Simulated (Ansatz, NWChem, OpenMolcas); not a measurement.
Abstraction of H: Si(SiH3)F3 + GeH3(SiH2) → Si(SiH2)F3 + SiH3(GeH3)

Species: Si(SiH3)F3, singlet; GeH3(SiH2), doublet; Si(SiH2)F3, doublet; SiH3(GeH3), singlet. A radical takes H: the energy is the difference in strength between two Si–H bonds in different surroundings.

Shapes, held fixed at every level: PBE0-D4/def2-TZVP. Programs: Ansatz 0.2.0, NWChem 7.3.0, OpenMolcas 26.06. A level may come from different programs for different species; with the same settings they agree closely. The zero-point and thermal change to 298 K, harmonic and unscaled (PBE0-D4/def2-TZVP), is +0.1 kJ/mol.

```json
{"level": "MP2/def2-TZVPP", "kind": "perturbation theory", "ΔH(298 K) (kJ/mol)": "-1.0", "less CCSD(T)/def2-TZVPP": "-0.5"}
{"level": "HF/def2-SVP", "kind": "Hartree–Fock", "ΔH(298 K) (kJ/mol)": "+0.5", "less CCSD(T)/def2-TZVPP": "+1.0"}
{"level": "PBE-D4/def2-TZVPP", "kind": "GGA", "ΔH(298 K) (kJ/mol)": "-0.3", "less CCSD(T)/def2-TZVPP": "+0.2"}
{"level": "B3LYP/6-31G* (spherical functions)", "kind": "global hybrid", "ΔH(298 K) (kJ/mol)": "+2.1", "less CCSD(T)/def2-TZVPP": "+2.6"}
{"level": "BHLYP-D4/def2-TZVPP", "kind": "global hybrid", "ΔH(298 K) (kJ/mol)": "-0.4", "less CCSD(T)/def2-TZVPP": "+0.1"}
{"level": "B2PLYP/def2-TZVPP", "kind": "double hybrid", "ΔH(298 K) (kJ/mol)": "-0.2", "less CCSD(T)/def2-TZVPP": "+0.3"}
{"level": "CCSD(T)/def2-SVP", "kind": "coupled cluster or CI", "ΔH(298 K) (kJ/mol)": "+0.1", "less CCSD(T)/def2-TZVPP": "+0.6"}
{"level": "CCSD(T)/def2-TZVPP", "kind": "coupled cluster or CI", "ΔH(298 K) (kJ/mol)": "-0.5", "less CCSD(T)/def2-TZVPP": "0.0"}
```

The highest level, CCSD(T)/def2-TZVPP, gives ΔH(298 K) = -0.5 kJ/mol; the levels span -1.0 to +2.1. That is about zero within the method's error. They disagree on the sign: 3 of 8 are positive. The column of differences is taken from that level and isn't an error. No measured value is set beside it here. Open shells run unrestricted. Relativity is left out for Ge. Outer-core shells of Ge are correlated in most correlated rows, in sets that cover them unevenly.

The Si–H bond of the silyl group is almost equally strong whether its neighbour is SiF3 or GeH3, so hydrogen transfer between the two is essentially thermoneutral. The same kind of bond is broken and formed, and the number of unpaired electrons is unchanged, so most of the correlation energy cancels; even Hartree–Fock lies close to coupled cluster. The weak substituent effect probably reflects a pyramidal silyl radical, whose unpaired electron stays largely on silicon in an orbital with marked s character and overlaps little with the neighbouring group's bonds. Inductive withdrawal by fluorine must also act through a long Si–Si bond, though opposing effects in the radical and its parent could cancel too.

The positive values all come from the smaller, double-zeta basis sets, and coupled cluster itself changes sign on going to the larger one. The sign therefore supports no preference for either radical. Near-equal bond strengths also don't imply equal abstraction rates, since polar effects in the transition state can differ.
